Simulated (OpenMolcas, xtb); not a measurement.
## C2H5Si (SMILES C=C[SiH2]): methods side by side

The species is C2H5Si (8 atoms), meant as a doublet with charge 0. As SMILES, `C=C[SiH2]`. The coordinates come from a PBE0-D4/def2-TZVP relaxation.

Quantity: the vertical energy of the quartet above the doublet, in eV. The values are calculated.

| level | kind | program | value (eV) | CPU time (all runs) |
| --- | --- | --- | --- | --- |
| GFN1-xTB | semi-empirical | xtb | 5.06 | under 2 s |
| UHF/aug-cc-pVDZ | Hartree–Fock | OpenMolcas | 3.63 | 45 s |
| USVWN5/aug-cc-pVDZ | LDA | OpenMolcas | 5.14 | 1.9 min |
| UPBE/aug-cc-pVDZ | GGA | OpenMolcas | 4.80 | 2.8 min |
| UTPSS/aug-cc-pVDZ | meta-GGA | OpenMolcas | 4.67 | 4.1 min |
| UM06-2X/aug-cc-pVDZ | hybrid meta-GGA | OpenMolcas | 4.82 | 3.8 min |

The values span 3.63 to 5.14 eV. Spin contamination of the reference (⟨S²⟩ at least 0.1 too high) touches UHF/aug-cc-pVDZ. The xTB rows lack spin polarisation, so open shells miss the exchange term that lowers them. CPU times are rough (shared hosts, several kinds of processor): they show what a rung costs within a factor of a few.

Every level places the quartet well above the doublet, as expected for a vinyl-substituted silyl radical. The doublet needs only one unpaired electron, largely on silicon, and keeps the C=C π bond intact. The lowest quartet probably combines that electron with a triplet π→π* excitation of the vinyl group, so the gap mainly reflects the cost of uncoupling the π pair rather than any rearrangement at the radical centre.

The four density functionals agree on this picture, running from 4.67 eV with TPSS to 5.14 eV with LDA. The gap falls from LDA through PBE to TPSS, but M06-2X breaks the sequence by rising to 4.82 eV. The much smaller Hartree–Fock gap probably reflects missing opposite-spin correlation, which would stabilise the doublet more than the quartet.

Because the quartet is held at a fixed geometry, the gap says little about its relaxed energy, which twisting about the weakened C=C bond should lower appreciably.
